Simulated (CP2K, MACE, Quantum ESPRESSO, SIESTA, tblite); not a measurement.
# Pressure, energy and gap of a compressed lead aluminophosphate glass model: PBE in three programs, GFN1-xTB and two MACE potentials

By the usual rule of thumb a solid stiffens steadily as it is squeezed: each further per cent of volume costs more pressure than the last. The problem is whether a model of amorphous 73P2O5-20PbO-7Al2O3 (mol %) obeys this, and whether pressure, energy and gap follow the volume alike from one program or model to the next. The answer matters for low-melting sealing and optical glasses, whose density and stresses are often taken from such small cells. Six levels are applied to the same geometries of one 88-atom cell. Volume changes and energies are counted from the unchanged cell, energies within each level; pressure is positive when the cell pushes outwards.

## Systems and settings

One cell of 88 atoms: 88 atoms (22 P, 3 Sr, 2 Al, 61 O) placed at random at 2.63 g/cm³, melted at 5000 K for 10 ps at fixed volume with the Morse and Coulomb pair potential with partial charges (Pedone, Malavasi, Menziani, Cormack and Segre, J. Phys. Chem. B 110, 11780 (2006)). Quenched from 5000 K to 300 K at 10 K/ps and fixed volume, held 10 ps at zero pressure, then minimised at fixed cell. Then Sr was replaced by Pb and the cell scaled by 1.008 (the potential has no terms for the new elements, so the cell is a start for a DFT relaxation). Then the atoms were relaxed with MACE MP-0b3 medium in the fixed cell. After each change the atoms were relaxed again in the fixed cell with the same machine-learned potential, MACE-MP-0b3 medium; no DFT relaxation followed. All levels are single points on the same geometries, without spin polarisation; k-points Γ alone, a smearing of 0.05 eV. Levels: machine-learned interatomic potential MACE MPA-0 medium, trained on PBE(+U) plane-wave data; machine-learned interatomic potential MACE MP-0b3 medium, trained on PBE(+U) plane-wave data; tblite 0.8.0, GFN1-xTB tight binding, diagonalisation; Quantum ESPRESSO 7.5, PBE, SSSP efficiency 1.3.0 pseudopotentials, plane waves (wave cutoff 816 eV); CP2K 2026.2, PBE, GTH-PBE pseudopotentials, Gaussian and plane waves, DZVP-MOLOPT-SR-GTH, diagonalisation (grid cutoff 600 Ry); SIESTA 5.4.2, PBE, PseudoDojo 0.4.1 norm-conserving pseudopotentials (converted to PSML), numerical atomic orbitals (DZP), diagonalisation (grid cutoff 500 Ry).

- volume change (%): change of the cell's volume, all axes scaled alike.
- volume (Å³/atom): volume per atom.
- pressure (GPa): pressure, a third of the trace of the stress, positive under compression, without a kinetic term.
- energy (meV/atom): energy per atom less that of the unchanged cell at the same level.
- gap (eV): Kohn-Sham gap: lowest empty less highest filled level over the k-points of the run.

## Data

| member | level | volume change (%) | volume (Å³/atom) | pressure (GPa) | energy (meV/atom) | gap (eV) |
| --- | --- | --- | --- | --- | --- | --- |
| −6 % | MACE MPA-0 medium | −6 | 13.5482 | ? | ? | – |
| −3 % | MACE MPA-0 medium | −3 | 13.9806 | −0.156 | −1.651 | – |
| +0 % | MACE MPA-0 medium | 0 | 14.4130 | −1.097 | 0.000 | – |
| +3 % | MACE MPA-0 medium | 3 | 14.8454 | −1.466 | 2.938 | – |
| +6 % | MACE MPA-0 medium | 6 | 15.2778 | −2.086 | 8.047 | – |
| −6 % | MACE MP-0b3 medium | −6 | 13.5482 | ? | ? | – |
| −3 % | MACE MP-0b3 medium | −3 | 13.9806 | −0.466 | −2.577 | – |
| +0 % | MACE MP-0b3 medium | 0 | 14.4130 | −1.378 | 0.000 | – |
| +3 % | MACE MP-0b3 medium | 3 | 14.8454 | −1.732 | 3.442 | – |
| +6 % | MACE MP-0b3 medium | 6 | 15.2778 | −2.320 | 8.965 | – |
| −6 % | tblite GFN1-xTB | −6 | 13.5482 | ? | ? | – |
| −3 % | tblite GFN1-xTB | −3 | 13.9806 | 0.482 | 0.326 | – |
| +0 % | tblite GFN1-xTB | 0 | 14.4130 | −0.460 | 0.000 | – |
| +3 % | tblite GFN1-xTB | 3 | 14.8454 | −0.895 | 4.254 | – |
| +6 % | tblite GFN1-xTB | 6 | 15.2778 | −1.484 | 6.856 | – |
| −6 % | Quantum ESPRESSO, PBE | −6 | 13.5482 | ? | ? | ? |
| −3 % | Quantum ESPRESSO, PBE | −3 | 13.9806 | 0.805 | −1.591 | 3.599 |
| +0 % | Quantum ESPRESSO, PBE | 0 | 14.4130 | −0.178 | 0.000 | 3.485 |
| +3 % | Quantum ESPRESSO, PBE | 3 | 14.8454 | −0.581 | 3.000 | 3.053 |
| +6 % | Quantum ESPRESSO, PBE | 6 | 15.2778 | −1.222 | 7.816 | 2.754 |
| −6 % | CP2K double zeta, PBE | −6 | 13.5482 | ? | ? | ? |
| −3 % | CP2K double zeta, PBE | −3 | 13.9806 | 1.150 | −2.290 | 3.251 |
| +0 % | CP2K double zeta, PBE | 0 | 14.4130 | 0.193 | 0.000 | 3.150 |
| +3 % | CP2K double zeta, PBE | 3 | 14.8454 | −0.212 | 2.078 | 2.703 |
| +6 % | CP2K double zeta, PBE | 6 | 15.2778 | −0.840 | 7.586 | 2.401 |
| −6 % | SIESTA DZP, PBE | −6 | 13.5482 | ? | ? | ? |
| −3 % | SIESTA DZP, PBE | −3 | 13.9806 | 2.210 | −7.847 | 3.143 |
| +0 % | SIESTA DZP, PBE | 0 | 14.4130 | 1.214 | 0.000 | 3.023 |
| +3 % | SIESTA DZP, PBE | 3 | 14.8454 | 0.774 | 7.277 | 2.670 |
| +6 % | SIESTA DZP, PBE | 6 | 15.2778 | 0.120 | 17.698 | 2.366 |

Cells marked ? are withheld until the estimate has been made.

Least-squares fits to the members shown, with x = volume change (%); R² in the fitted variables, residuals in the unit of y:

| y | level | members | fit | R² | rms residual | leave-one-out rms | standard deviation of y |
| --- | --- | --- | --- | --- | --- | --- | --- |
| pressure (GPa) | MACE MPA-0 medium | 4 | y = −0.9736 − 0.2321 x + 0.008917 x² | 0.98 | 0.092 | 0.61 | 0.81 |
| pressure (GPa) | MACE MP-0b3 medium | 4 | y = −1.259 − 0.2242 x + 0.009000 x² | 0.98 | 0.089 | 0.59 | 0.78 |
| pressure (GPa) | tblite GFN1-xTB | 4 | y = −0.3609 − 0.2405 x + 0.009806 x² | 0.99 | 0.074 | 0.49 | 0.83 |
| pressure (GPa) | Quantum ESPRESSO, PBE | 4 | y = −0.05530 − 0.2446 x + 0.009500 x² | 0.98 | 0.091 | 0.61 | 0.85 |
| pressure (GPa) | CP2K double zeta, PBE | 4 | y = 0.3092 − 0.2399 x + 0.009139 x² | 0.99 | 0.087 | 0.58 | 0.83 |
| pressure (GPa) | SIESTA DZP, PBE | 4 | y = 1.329 − 0.2522 x + 0.009500 x² | 0.99 | 0.086 | 0.57 | 0.88 |
| energy (meV/atom) | MACE MPA-0 medium | 4 | y = −0.1326 + 0.7796 x + 0.09606 x² | 1.00 | 0.099 | 0.66 | 4.3 |
| energy (meV/atom) | MACE MP-0b3 medium | 4 | y = −0.1824 + 1.023 x + 0.08183 x² | 1.00 | 0.14 | 0.91 | 5.0 |
| energy (meV/atom) | tblite GFN1-xTB | 4 | y = 0.9348 + 0.5508 x + 0.08133 x² | 0.94 | 0.70 | 4.6 | 3.3 (fit no better than the mean) |
| energy (meV/atom) | Quantum ESPRESSO, PBE | 4 | y = −0.06105 + 0.7720 x + 0.08958 x² | 1.00 | 0.046 | 0.30 | 4.1 |
| energy (meV/atom) | CP2K double zeta, PBE | 4 | y = −0.5463 + 0.7887 x + 0.08939 x² | 0.99 | 0.41 | 2.7 | 4.2 |
| energy (meV/atom) | SIESTA DZP, PBE | 4 | y = −0.5571 + 2.583 x + 0.07150 x² | 1.00 | 0.42 | 2.8 | 11 |

## Interpretation

Pressure falls with every expansion at all six levels, and the slopes nearly agree. From −3 % to +6 % Quantum ESPRESSO gives (0.805 + 1.222) / 9 = 0.225 GPa per per cent; the other levels lie between 0.206 and 0.232. The offsets agree far less. In the unchanged cell SIESTA stands 1.214 + 0.178 = 1.392 GPa above Quantum ESPRESSO, though both use PBE. A compact orbital basis that favours slightly too long bonds would push outwards in this way; the different pseudopotentials may contribute too.

Steady stiffening is not found. At every level the pressure changes least between 0 and +3 %, not in the most expanded interval. The rows of MACE MP-0b3, which relaxed the atoms, indicate why. On a smooth elastic path the energy gained is the mean tension times the added volume, with 1 GPa Å³ = 6.24 meV. Between 0 and +3 % the mean tension is (1.378 + 1.732) / 2 = 1.555 GPa and the added volume 14.8454 − 14.4130 = 0.4324 Å³/atom. This gives 1.555 × 0.4324 × 6.24 = 4.20 meV/atom, but the table shows only 3.442. In the intervals on either side the same sum agrees with the table to within 0.1 meV/atom. The missing energy of roughly 0.75 meV/atom, or roughly 70 meV per cell, points to atoms slipping into another local minimum, which relieves part of the tension.

The gap narrows on expansion in all three PBE programs, by (3.599 − 2.754) / 9 = 0.094 eV per per cent in Quantum ESPRESSO. Longer bonds split filled and empty levels less, which gives the right sign. The largest drop, 3.485 − 3.053 = 0.432 eV, falls in the interval of the slip, so a changed local site probably adds to it.

Energy rises with volume at five levels. GFN1-xTB instead has its lowest shown energy in the unchanged cell, in keeping with a pressure that changes sign between −3 and 0 %. The pressure of Quantum ESPRESSO changes sign there too, yet its energy is lower at −3 %: the atoms are not at its own minimum, so its energy need not follow its pressure.

## A prediction

Plain estimates from the members shown:

- −6 % (tblite GFN1-xTB), fit at x = −6: 1.435 GPa (an extrapolation)

The slip lies on the expanded side, so the interval from 0 to −3 % is the best guide to further compression. For GFN1-xTB the pressure rises there by 0.482 + 0.460 = 0.942 GPa. An equal rise over the next 3 % gives 0.482 + 0.942 = 1.424 GPa.

The quadratic fit gives almost the same value, 1.435 GPa, but this is no independent support: it uses the same rows, and with four evenly spaced members its curvature rests only on the difference between the first and last steps. The equal-step route is therefore kept.

Two effects could shift the result, with opposite signs. Closer contact between atoms would stiffen the cell and raise the pressure, while a new slip of the phosphate network under compression would lower it. The shown columns give no size for either at −6 %, so no shift is applied.

The route can be tried on two shown GFN1-xTB members. From +6 and +3 % the step is 1.484 − 0.895 = 0.589 GPa, which predicts −0.895 + 0.589 = −0.306 GPa for the unchanged cell, against −0.460, a miss of 0.460 − 0.306 = 0.154 GPa. From +3 and 0 % the step is 0.895 − 0.460 = 0.435 GPa, which predicts −0.460 + 0.435 = −0.025 GPa for −3 %, against 0.482, a miss of 0.482 + 0.025 = 0.507 GPa. The root mean square of the two misses is 0.37 GPa. The larger one probably arises from the slip, and since a similar event may occur on compression, it is kept in the error bar, rounded to 0.4 GPa.

**Committed estimate, −6 % (tblite GFN1-xTB): pressure = 1.4 ± 0.4 GPa.**

## The withheld result

| member | level | volume change (%) | volume (Å³/atom) | pressure (GPa) | energy (meV/atom) | gap (eV) |
| --- | --- | --- | --- | --- | --- | --- |
| −6 % | MACE MPA-0 medium | −6 | 13.5482 | 0.948 | −0.637 | – |
| −6 % | MACE MP-0b3 medium | −6 | 13.5482 | 0.585 | −2.613 | – |
| −6 % | tblite GFN1-xTB | −6 | 13.5482 | 1.597 | 2.477 | – |
| −6 % | Quantum ESPRESSO, PBE | −6 | 13.5482 | 1.948 | −0.635 | 3.696 |
| −6 % | CP2K double zeta, PBE | −6 | 13.5482 | 2.266 | −2.138 | 3.349 |
| −6 % | SIESTA DZP, PBE | −6 | 13.5482 | 3.378 | −13.188 | 3.256 |

| member | estimate | pressure (GPa) | computed | estimate − computed | miss in error bars |
| --- | --- | --- | --- | --- | --- |
| −6 % (tblite GFN1-xTB) | committed | 1.400 | 1.597 | −0.197 | 0.5 |
| −6 % (tblite GFN1-xTB) | fit | 1.435 | 1.597 | −0.162 |  |

The estimate of 1.4 ± 0.4 GPa holds: GFN1-xTB gives 1.597 GPa, so the miss is 0.197 GPa, or half an error bar. The quadratic fit, at 1.435 GPa, came slightly nearer.

Taking the step from the compressed side was sound, but the assumption of equal steps was not. The pressure rises by 1.597 − 0.482 = 1.115 GPa over the last 3 %, against 0.942 GPa over the 3 % before, a factor of 1.115 / 0.942 = 1.18. The other five levels show much the same factor, roughly 1.2. The rule of thumb is therefore obeyed on the compressed side, as expected when atoms are pushed into steeper repulsion, and fails only where the cell is stretched.

A slip as large as the one inferred between 0 and +3 % does not recur. For MACE MP-0b3 the mean pressure from −3 to −6 % is (0.585 − 0.466) / 2 = 0.0595 GPa, so the work of compression would be 0.0595 × 0.4324 × 6.24 = 0.16 meV/atom, while the energy changes by −0.04 meV/atom. The shortfall of 0.2 meV/atom is well under the earlier one of roughly 0.75 and leaves room for a small rearrangement at most.

## Outliers

Least-squares fits to the whole series, with x = volume change (%); R² in the fitted variables, residuals in the unit of y:

| y | level | members | fit | R² | rms residual | leave-one-out rms | standard deviation of y |
| --- | --- | --- | --- | --- | --- | --- | --- |
| pressure (GPa) | MACE MPA-0 medium | 5 | y = −0.9914 − 0.2459 x + 0.01222 x² | 0.99 | 0.088 | 0.29 | 1.2 |
| pressure (GPa) | MACE MP-0b3 medium | 5 | y = −1.274 − 0.2359 x + 0.01178 x² | 0.99 | 0.084 | 0.27 | 1.1 |
| pressure (GPa) | tblite GFN1-xTB | 5 | y = −0.3747 − 0.2513 x + 0.01237 x² | 1.00 | 0.070 | 0.23 | 1.2 |
| pressure (GPa) | Quantum ESPRESSO, PBE | 5 | y = −0.07189 − 0.2575 x + 0.01257 x² | 0.99 | 0.087 | 0.28 | 1.2 |
| pressure (GPa) | CP2K double zeta, PBE | 5 | y = 0.2931 − 0.2525 x + 0.01213 x² | 0.99 | 0.083 | 0.27 | 1.2 |
| pressure (GPa) | SIESTA DZP, PBE | 5 | y = 1.313 − 0.2651 x + 0.01257 x² | 0.99 | 0.082 | 0.27 | 1.3 |
| energy (meV/atom) | MACE MPA-0 medium | 5 | y = −0.1939 + 0.7319 x + 0.1074 x² | 1.00 | 0.14 | 0.40 | 3.9 |
| energy (meV/atom) | MACE MP-0b3 medium | 5 | y = −0.2479 + 0.9725 x + 0.09396 x² | 1.00 | 0.17 | 0.45 | 4.9 |
| energy (meV/atom) | tblite GFN1-xTB | 5 | y = 0.7703 + 0.4229 x + 0.1118 x² | 0.93 | 0.69 | 2.3 | 2.9 |
| energy (meV/atom) | Quantum ESPRESSO, PBE | 5 | y = −0.1324 + 0.7164 x + 0.1028 x² | 1.00 | 0.13 | 0.47 | 3.8 |
| energy (meV/atom) | CP2K double zeta, PBE | 5 | y = −0.5397 + 0.7939 x + 0.08816 x² | 0.99 | 0.36 | 0.97 | 4.1 |
| energy (meV/atom) | SIESTA DZP, PBE | 5 | y = −0.5820 + 2.563 x + 0.07611 x² | 1.00 | 0.37 | 0.92 | 12 |

Largest departures from the fit to the whole series:

| member | level | pressure (GPa) | fit | computed − fit | in rms residuals |
| --- | --- | --- | --- | --- | --- |
| +3 % | SIESTA DZP, PBE | 0.774 | 0.631 | +0.143 | 1.7 |
| +3 % | MACE MPA-0 medium | −1.466 | −1.619 | +0.153 | 1.7 |
| +3 % | tblite GFN1-xTB | −0.895 | −1.017 | +0.122 | 1.7 |
| +3 % | CP2K double zeta, PBE | −0.212 | −0.355 | +0.143 | 1.7 |

In pressure the +3 % cell departs most, lying 0.12 to 0.15 GPa above the fit at all six levels. The sign suits a slip that relieves tension. Six levels agreeing is not sixfold evidence, however, because they share one set of geometries.

The GFN1-xTB energy at +3 % is 4.254 meV/atom against 0.7703 + 0.4229 × 3 + 0.1118 × 9 = 3.045 meV/atom from its fit, an excess of 1.2 meV/atom or roughly 0.1 eV per cell. CP2K lies below its own fit there, so the levels probably disagree on the cost of the rearranged site.

SIESTA stands apart in a different way. If the atoms stood at its own minimum at each volume, its positive pressure would make compression cost energy: from 0 to −3 % the mean pressure is (1.214 + 2.210) / 2 = 1.712 GPa, and the cost about 1.712 × 0.4324 × 6.24 = 4.6 meV/atom. Its energy falls by 7.847 meV/atom instead. The atoms follow the MACE potential, so forces that SIESTA still feels can do work along the path. Its pressure here therefore does not tell whether SIESTA would expand or shrink the cell after a relaxation of its own.

Why SIESTA differs remains open. Before the result I suggested a compact basis that favours too long bonds. This could raise the pressure without changing the slope, but it does not explain why SIESTA gains 13.188 meV/atom from 0 to −6 % where Quantum ESPRESSO gains 0.635. Basis superposition error has the right sign for the energy: in a denser cell each atom borrows more from its neighbours' orbitals, which lowers the energy artificially. It would pull the cell inwards, however, so it cannot explain the high pressure. A larger SIESTA basis on the same geometries would test this, and the table holds none.

GFN1-xTB needs the same caution, since it did not relax the atoms either. I called its energy in keeping with its pressure, but only the signs agree. From 0 to +3 % the mean tension is (0.460 + 0.895) / 2 = 0.678 GPa, which would cost 0.678 × 0.4324 × 6.24 = 1.83 meV/atom, against 4.254 in the table. The agreement in sign may be chance.

## Conclusions and limits

From −6 to +6 % the levels differ mainly by a constant pressure. Adding a level's offset from Quantum ESPRESSO in the unchanged cell to the Quantum ESPRESSO pressures reproduces its other rows to within 0.17 GPa, provided the geometries are the same.

The bulk modulus is the pressure step times the mean volume over the volume step. Between −6 and −3 % Quantum ESPRESSO has a pressure step of 1.948 − 0.805 = 1.143 GPa and a mean volume of (13.5482 + 13.9806) / 2 = 13.7644 Å³/atom. The modulus is then 1.143 × 13.7644 / 0.4324 = 36 GPa, and 33 to 37 GPa over all levels, always along the geometries relaxed with MACE MP-0b3.

The density at zero pressure can be read off only for MACE MP-0b3, which relaxed the atoms: interpolation puts it at a volume change of −4.3 %. In the three PBE programs pressure and energy point to different volumes. The pressure of Quantum ESPRESSO vanishes at −0.5 %, but the fit to its energies has its minimum at −0.7164 / (2 × 0.1028) = −3.5 %. In CP2K the pressure vanishes at +1.4 %, and the energy fit has its minimum at −0.7939 / (2 × 0.08816) = −4.5 %. In SIESTA the pressure is still positive at +6 %, which calls for a larger cell, while the energy is still falling at −6 %, which calls for a denser one. The density that each program would give needs a relaxation of atoms and cell in that program, which was not done.

The PBE gap widens under compression in all three programs. Its absolute value is probably too low by roughly 2 eV or more, the usual semilocal error in such oxides, which exceeds the table's whole spread of 1.3 eV. Dispersion, which plain PBE leaves out but GFN1-xTB includes, would lower the PBE pressures by perhaps 1 GPa, comparable with the offsets between programs.

[On method and selection: Runs that did not converge, have known faults or may not be shown are not listed, and runs on Ansatz's PAW sets soft_1 and soft_2 are kept to separate tables. Levels beyond about forty rows are left out, to keep the table short.]
